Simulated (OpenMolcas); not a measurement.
[CSO3F3]− (SMILES [O-]S(=O)(=O)C(F)(F)F): methods side by side

The species is [CSO3F3]− (8 atoms), meant as a singlet with charge -1. As SMILES, `[O-]S(=O)(=O)C(F)(F)F`. The coordinates come from a PBE0-D4/def2-TZVPD relaxation.

Quantity: the HOMO–LUMO gap, in eV. The values are calculated.

| level | kind | program | value (eV) | CPU time |
| --- | --- | --- | --- | --- |
| HF/def2-SVP | Hartree–Fock | OpenMolcas | 19.37 | 48 s |
| M06-L/def2-SVP | meta-GGA | OpenMolcas | 8.40 | 2.4 min |
| TPSS/def2-SVP | meta-GGA | OpenMolcas | 7.77 | 2.4 min |
| r2SCAN/def2-SVP | meta-GGA | OpenMolcas | 8.23 | 2.6 min |
| B3LYP/def2-SVP | global hybrid | OpenMolcas | 9.81 | 2.1 min |
| BHLYP/def2-SVP | global hybrid | OpenMolcas | 13.34 | 1.8 min |
| PBE0/def2-SVP | global hybrid | OpenMolcas | 10.38 | 1.9 min |
| B2PLYP/def2-SVP | double hybrid | OpenMolcas | 13.71 | 84 s |

Sets without diffuse functions describe the anion poorly. The values span 7.77 to 19.37 eV. Orbital gaps aren't excitation energies, and those of double hybrids come from the SCF part alone; they tend to grow with the share of exact exchange. CPU times are rough (shared hosts, several kinds of processor): they show what a rung costs within a factor of a few.

The gap of triflate rises from the meta-GGAs through B3LYP and PBE0 to BHLYP and B2PLYP, and is largest in Hartree–Fock, at 19.37 eV. In Hartree–Fock an occupied orbital feels the other electrons without its own self-repulsion, whereas a virtual orbital feels all of them, as if for an added electron. Exact exchange therefore pulls the occupied levels down relative to the empty ones.

The HOMO is expected to consist of oxygen lone pairs of the sulfonate group, stabilised by charge delocalisation over the oxygens and by the electron-withdrawing CF3 group. The LUMO is less physical: an isolated triflate ion should not bind a second extra electron, so this level probably represents a continuum state squeezed into a compact basis. Diffuse functions would then lower it and narrow the gap, most visibly in Hartree–Fock. The large values thus fit a closed-shell anion with tightly held electrons, but they don't measure its resistance to oxidation or reduction in an electrolyte, where solvent and counterions shift both processes.
